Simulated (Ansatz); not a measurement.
## Isomers of C2H6FIn

2 of its isomers, all singlets with charge 0: A = `[CH3][In]([CH3])[F]`; B = `C[CH2][InH][F]`.

Shapes, held fixed at every level: PBE0-D4/def2-TZVP. Flexible molecules stand in one conformer, not always the lowest. Programs: Ansatz 0.2.0.

Electronic energies in kJ/mol, without zero-point or thermal terms.

**Question.** Which isomer should be the most stable, and roughly by how much?

**Answer.** A < B in rising energy, over a span of 46 kJ/mol, by CCSD(T)/def2-TZVPP. All levels agree on that. The B − A difference spans +31.3 to +46.8 kJ/mol over the levels. For atoms past krypton def2 sets carry core potentials with scalar relativity. Outer-core shells of In are correlated, in sets that cover them unevenly.

| level | kind | B − A |
| --- | --- | --- |
| HF/def2-SVP | Hartree–Fock | +31.3 |
| HF/def2-TZVPP | Hartree–Fock | +38.3 |
| SPW92/def2-TZVPP | LDA | +35.9 |
| r2SCAN-D4/def2-TZVPP | meta-GGA | +43.3 |
| wB97X-V/def2-TZVPP | range-separated hybrid | +40.5 |
| B2PLYP/def2-TZVPP | double hybrid | +46.8 |
| CCSD/def2-TZVPP | coupled cluster or CI | +45.0 |
| CCSD(T)/def2-TZVPP | coupled cluster or CI | +46.1 |

Dimethylindium fluoride lies below its ethyl hydride isomer at every level, so the preference doesn't hinge on how correlation is treated. Both molecules contain In(III) and keep the In–F bond, which therefore largely cancels in the difference. What changes is that A has an In–C and a C–H bond where B has an In–H and a C–C bond. A C–H bond is normally considerably stronger than a C–C single bond, and any advantage of In–H over In–C is probably too small to make up for it.

At Hartree–Fock level the larger basis widens the gap, and coupled cluster widens it further. The step from CCSD to CCSD(T) is small, which suggests that neither isomer poses a difficult correlation problem. LDA breaks the pattern by falling below Hartree–Fock in the same basis, while the double hybrid comes closest to CCSD(T).

The ordering applies to isolated monomers and needn't carry over to condensed phases, where organoindium fluorides tend to associate through fluoride bridges.
